\section*{Notes: CholeskyQR after a degree-20 Chebyshev filter in Al, Si and Cu}

After each Chebyshev filter step I must orthonormalise a block $X\in\mathbb{R}^{m\times n}$, $m\gg n$. I work at $\Gamma$ in real arithmetic, $u=2^{-53}=1.11\times10^{-16}$ is the unit roundoff, $\kappa=\sigma_{\max}/\sigma_{\min}$, and norms are 2-norms unless marked $F$. One pass of CholeskyQR forms $X^TX$, factors it as $R^TR$, and solves $QR=X$. CholeskyQR2 repeats the pass on $Q$.

\subsection*{Where $\kappa^2$ comes from}

The computed factor obeys $R^TR=X^TX+E$. With $\gamma_k=ku/(1-ku)$, the inner products contribute $|E_{ij}|\le\gamma_m\|x_i\|\|x_j\|$, so their norm is at most $\gamma_m\|X\|_F^2\le\gamma_m n\|X\|^2$. The factorisation adds at most $\gamma_{n+1}\|R\|_F^2$, which is $n(n+1)u\|X\|^2$ to first order. Hence, to first order in $u$,
\begin{equation}
\|E\|\le\eta\|X\|^2,\qquad \eta=\bigl(mn+n(n+1)\bigr)u .
\end{equation}
If the triangular solve were exact,
\begin{equation}
Q^TQ-I=-R^{-T}ER^{-1},\qquad \|Q^TQ-I\|\le\frac{\eta\kappa^2}{1-\eta\kappa^2},
\end{equation}
because $\sigma_{\min}(R)^2\ge\sigma_{\min}(X)^2-\|E\|$. The power of $\kappa$ is attained. Take columns $(1,0)^T$ and $(1,s)^T$ with $s\ll1$, so $\kappa\simeq2/s$, and let the Gram entry $1+s^2$ be rounded by $e$, $|e|\lesssim u$. Then $(Q^TQ-I)_{22}=-e/(s^2+e)\simeq-e\kappa^2/4$, and for $s^2<u$ the entry rounds to 1 and the factorisation stops.

The full theorem, which includes the solve, I quote from Yamamoto, Nakatsukasa, Yanagisawa and Fukaya (2015). If
\begin{equation}
\delta\equiv 8\kappa(X)\sqrt{\eta}\le1,
\end{equation}
then
\begin{equation}
\|Q_1^TQ_1-I\|\le\tfrac{5}{64}\delta^2,\qquad \|Q_2^TQ_2-I\|_F\le6\eta .
\end{equation}
The first bound gives $\kappa(Q_1)\le\sqrt{69/59}=1.08$, so the second pass sees a well-conditioned matrix and $\kappa(X)$ drops out of the final bound. The condition is sufficient, not necessary. I write it as $\kappa\le\kappa_{\max}=1/(8\sqrt\eta)$.

To leading order a pass costs $mn^2$ flops for the symmetric Gram matrix, $n^3/3$ for the factorisation and $mn^2$ for the solve. With rows spread over ranks and the factorisation repeated on each, it needs one reduction of $n(n+1)/2$ numbers.

\subsection*{What the filter does to $\kappa$}

The filter is $T_d(t)$ with $t=(2\lambda-a-b)/(b-a)$, where $b$ bounds the spectrum from above and the edge $a$ is the highest wanted level $\lambda_n$. Let $W=a-\lambda_1$ and $x=W/(b-a)$, so $t(\lambda_1)=-(1+2x)$. Since $1+2\sinh^2y=\cosh2y$,
\begin{equation}
K\equiv|T_d(t(\lambda_1))|=\cosh\bigl(2d\,\mathrm{arsinh}\sqrt{x}\bigr),
\end{equation}
while $|T_d(t(\lambda_n))|=1$. An orthonormal input $VC$, with $V$ the wanted eigenvectors and $C$ orthogonal, becomes $VDC$ with $D$ diagonal, and $\kappa(X)=K$ exactly. If the input also has parts outside $V$, they add a positive semidefinite term to $X^TX$, and $\kappa\le K/\cos\vartheta$ with $\vartheta$ the largest angle between the input and the wanted subspace. I take $\kappa=K$.

For plane waves $m=\Omega k_c^3/6\pi^2$ with $k_c^2/2=E_{\rm cut}$ in atomic units, and I place $b$ at $E_{\rm cut}$ above the bottom of the valence band. For free electrons the same counting links $n$ to $a$, so $x=1/[(m/n)^{2/3}-1]$ and
\begin{equation}
K=\cosh\bigl(2d\,\mathrm{artanh}\,(n/m)^{1/3}\bigr).
\end{equation}
The conditioning then depends only on the basis functions per orbital.

\subsection*{Inputs and table}

All cells hold $N=500$ atoms, $d=20$, and $1\,\mathrm{Ha}=27.2114$ eV. Approximate lattice constants of 4.05, 5.43 and 3.61 \AA\ give 112.07, 135.05 and 79.37 bohr$^3$ per atom for Al, Si and Cu. The cutoffs are illustrative norm-conserving choices.

\begin{itemize}
\item Al, 3 electrons: 1.8 orbitals per atom. Free-electron counting puts $E_F$ at 11.65 eV and the edge at $W=13.16$ eV, with $m/n=173$.
\item Si, 4 electrons: 2.4 orbitals per atom, and $W=15$ eV from a typical valence width of 12 eV plus about 3 eV to the edge.
\item Cu, 11 electrons: 5.8 orbitals per atom, and $W=11.5$ eV from a band bottom typically 9.5 eV below $E_F$ plus about 2 eV.
\item Al, 11 electrons: four $2s2p$ orbitals join the 1.8. With the Kohn--Sham $2s$ level approximately 105 eV below $E_F$ and the edge 1.5 eV above it, $W=106.5$ eV and $b-a=E_{\rm cut}-13.16$ eV.
\end{itemize}

In the first three rows $b-a=E_{\rm cut}-W$. The last column $d^*$ is the largest degree with $\delta\le1$.

\begin{center}
\begin{tabular}{lcccccccc}
\hline
 & $E_{\rm cut}$ (Ha) & $x$ & $m/10^5$ & $n$ & $\kappa$ & $\kappa_{\max}$ & $\delta$ & $d^*$\\
\hline
Cu (11e) & 45 & 0.0095 & 5.72 & 2900 & 24 & $2.9\times10^2$ & 0.084 & 32\\
Al (3e) & 15 & 0.033 & 1.55 & 900 & $7.1\times10^2$ & $1.0\times10^3$ & 0.71 & 20\\
Si (4e) & 15 & 0.038 & 1.87 & 1200 & $1.2\times10^3$ & $7.9\times10^2$ & 1.5 & 18\\
Al (11e) & 45 & 0.088 & 8.08 & 2900 & $6.0\times10^4$ & $2.4\times10^2$ & $2.4\times10^2$ & 10\\
\hline
\end{tabular}
\end{center}

These are the model's numbers. For large $K$, $\partial\ln K/\partial\ln x\simeq d\sqrt{x/(1+x)}$, which is 3.6 for Al (3e) and 5.7 for Al (11e). My placement of $b$ ignores the potential and the margin of a Lanczos bound, and $W$ is approximate. Raising $x$ by 10\% multiplies the Al (3e) $\kappa$ by 1.4 and brings $\delta$ to 1.0. So I read Al (3e) and Si as both near the edge of the theorem, Cu as inside and Al (11e) as far outside.

\subsection*{The trend}

The two factors of $\delta$ behave differently. $\kappa$ is intensive and exponential in $d\sqrt{x}$, while $\sqrt\eta$ is algebraic and grows as $N$, since $m$ and $n$ both do. Across the table $\kappa_{\max}$ varies by a factor 4.1 and $\kappa$ by $2.5\times10^3$, so the ordering of $\delta$ is the ordering of $x$.

Cu has the larger matrices of a hard pseudopotential and is still the safest case. Its high cutoff stretches $[a,b]$, the filter discriminates weakly, and the block stays well conditioned. The same number is bad news for convergence, because the gain of any wanted state over the damped interval is at most $K=24$ per application. Conditioning and filter strength are one quantity. Semicore states break the useful side of this link: the factor $6.0\times10^4$ is spent on the $2s$ level, while the states near $E_F$ see the same weak 45 Ha filter as in Cu.

Because $\delta\propto N$, the guarantee for the Al (3e) model ends at $N/\delta=7.0\times10^2$ atoms although $\kappa$ has not changed. That limit belongs to the bound. It lets every rounding error act in the same direction, and $\eta/u=1.4\times10^8$ here. The bounds read $5\delta^2/64=0.040$ after one pass and $6\eta=9.4\times10^{-8}$ after two. The bare estimate $\kappa^2u$, which drops all dimensional factors and is not a bound, is $6.6\times10^{-14}$, $5.6\times10^{-11}$, $1.5\times10^{-10}$ and $4.0\times10^{-7}$ down the table. On that estimate breakdown comes near $\kappa=u^{-1/2}=9.5\times10^7$, as in the two-column example, which the model passes only beyond degree 52 for Al (3e) and 32 for Al (11e). Between $\kappa_{\max}$ and $u^{-1/2}$ I have no proof, so I compute $\|Q_1^TQ_1-I\|_F$ from the second Gram matrix, which the second pass forms anyway.

Single precision, $u=2^{-24}$, is another regime. For Al (3e) $\eta=8.4$, above the $1/64$ that even $\kappa=1$ requires, so the theorem is empty. The bare estimate is 0.030 for Al (3e) and $2.1\times10^2$ for Al (11e), where I expect the factorisation to fail.

\subsection*{Column scaling}

Scaling columns by powers of two changes no rounding error, barring overflow and underflow, so the orthogonality bounds hold with the smallest $\kappa$ over such scalings. This is at most twice $\kappa_s$, the value for unit columns. Exact Ritz vectors, $C=I$, have $\kappa_s=1$. After a density update they are rotated slightly. For two states with $D=\mathrm{diag}(K,1)$ and $C$ a rotation by $\theta$, the normalised overlap $g$ obeys
\begin{equation}
1-g^2=\frac{K^2}{(K^2\cos^2\theta+\sin^2\theta)(K^2\sin^2\theta+\cos^2\theta)},\qquad \kappa_s=\sqrt{\frac{1+|g|}{1-|g|}},
\end{equation}
so $\kappa_s\simeq2K\theta$ for $1/K\ll\theta\ll1$. An illustrative $\theta=10^{-3}$ in the Al (11e) model gives $\kappa_s=1.2\times10^2$ and $\delta=0.49$, before that factor of at most two. This is a two-state estimate, but it tells me that the table describes fully mixed blocks, as in early iterations, and overstates the danger near self-consistency.

\subsection*{Cost}

For Al (3e) a pass takes $2mn^2=2.5\times10^{11}$ flops and one reduction of 3.2 MB in double precision, and for Al (11e) $1.4\times10^{13}$ flops. The factorisation is a fraction $n/6m=9.6\times10^{-4}$ of the Al (3e) work, but when repeated on every rank it equals the per-rank share at $P=6m/n=1.0\times10^3$ ranks. Two passes cost $4mn^2$, the leading count of Householder QR with $Q$ formed explicitly, with two reductions in place of a number proportional to $n$. For the semicore model, two degree-10 filters with an orthonormalisation after each keep $\delta\le1$ at twice the orthonormalisation cost, although two factors $T_{10}$ amplify each deep state by about half as much as one $T_{20}$.